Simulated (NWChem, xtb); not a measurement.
## SiNH2F (SMILES N[Si]F): methods side by side

SiNH2F: 5 atoms, total charge 0, spin state singlet. As SMILES, `N[Si]F`. The coordinates come from a PBE0-D4/def2-TZVP relaxation. This is one conformer, not always the lowest.

```xyz
5

N    -0.4213    0.2401   -0.3311
Si    0.1361   -1.1336    0.5051
F     1.5654   -0.5488    1.0015
H     0.0854    1.1096   -0.4209
H    -1.3157    0.2591   -0.7960
```

Each level gives the dipole moment (D). The values are calculated.

```
                               level             kind  program  value (D)   CPU time
                            GFN2-xTB   semi-empirical      xtb       2.06  under 2 s
                            GFN0-xTB   semi-empirical      xtb       2.02  under 2 s
                            GFN1-xTB   semi-empirical      xtb       2.47  under 2 s
                      TPSS/def2-SVPD         meta-GGA   NWChem       2.50       15 s
  PBE0/6-31+G* (spherical functions)    global hybrid   NWChem       2.52       29 s
PBE0/6-31++G** (spherical functions)    global hybrid   NWChem       2.49       42 s
          r2SCAN0-D3(BJ)/aug-cc-pVDZ  hybrid meta-GGA   NWChem       2.47       22 s
                PBE0/6-311++G(2d,2p)    global hybrid   NWChem       2.45       97 s
```

The values span 2.02 to 2.52 D. CPU times are rough (shared hosts, several kinds of processor): they show what a rung costs within a factor of a few.

The density-functional dipoles agree closely, from 2.45 to 2.52 D, and within PBE0 the value falls slightly as the basis grows. GFN1-xTB lands in the same range at 2.47 D, whereas GFN2-xTB and GFN0-xTB fall clearly below it, probably because their minimal-basis charge distributions balance the opposing contributions differently.

The moment is a partial cancellation. Fluorine and nitrogen draw σ density from the more electropositive silicon, while the silicon lone pair, directed away from both substituents, and the N–H bonds work against this polarity. π donation from nitrogen, and more weakly from fluorine, into the formally empty silicon 3p orbital reduces the charge separation further. The planar amino group, coplanar with the Si–F bond, fits this picture of a donor-stabilised singlet silylene.

The numbers support a distinctly polar molecule whose dipole depends little on the choice among these functionals and basis sets. The agreement of GFN1-xTB for one molecule doesn't establish that it is generally better than its siblings for silylenes.
